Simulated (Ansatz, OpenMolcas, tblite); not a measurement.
A ladder of methods for B2H4F2 (SMILES [BH2-]1[F+][BH2-][F+]1)

B2H4F2: 8 atoms, total charge 0, spin state singlet. SMILES: `[BH2-]1[F+][BH2-][F+]1`. Geometry: relaxed at PBE0-D4/def2-TZVP.

Each level gives the HOMO–LUMO gap (eV). The values are calculated.

| level | kind | program | value (eV) | CPU time |
| --- | --- | --- | --- | --- |
| GFN1-xTB | semi-empirical | tblite | 8.81 | under 2 s |
| HF/cc-pVDZ | Hartree–Fock | Ansatz | 17.27 | 0.79 s |
| SVWN5/cc-pVDZ | LDA | Ansatz | 6.41 | 1.3 s |
| PBE/cc-pVDZ | GGA | Ansatz | 6.67 | 2 s |
| TPSS/cc-pVDZ | meta-GGA | OpenMolcas | 7.28 | 24 s |
| BHLYP/cc-pVDZ | global hybrid | OpenMolcas | 12.06 | 17 s |
| CAM-B3LYP/cc-pVDZ | range-separated hybrid | Ansatz | 11.99 | 2.5 s |
| wB97X/cc-pVDZ | range-separated hybrid | Ansatz | 14.29 | 7.8 s |
| PBE-QIDH/cc-pVDZ | double hybrid | Ansatz | 14.12 | 3.1 s |

The values span 6.41 to 17.27 eV. Orbital gaps aren't excitation energies, and those of double hybrids come from the SCF part alone; they tend to grow with the share of exact exchange. Times are those of the runs behind each value, whatever else they computed, on shared processors of several kinds: orders of magnitude only.

Every level gives B2H4F2 a wide gap, but its size is set largely by the functional. The three semi-local functionals stay between 6.41 and 7.28 eV, while the hybrids and the double hybrid start at 11.99 eV, probably because exact exchange stabilises the occupied orbitals far more than the empty ones.

A wide gap suits the bonding. In monomeric BH2F the low-lying acceptor is the empty boron p orbital; in the ring, a fluorine lone pair from the neighbouring unit donates into it, leaving four-coordinate boron and mainly antibonding or diffuse empty orbitals. The fluorine lone pairs lie deep, so the HOMO probably has considerable B–H bonding character. The formal charges in the SMILES only count electrons: fluorine, the more electronegative partner, keeps most of the density in the bridges and isn't a cationic centre.

The numbers support an electronically saturated ring, but they don't show whether it holds together against splitting into two BH2F molecules, which depends on total energies.
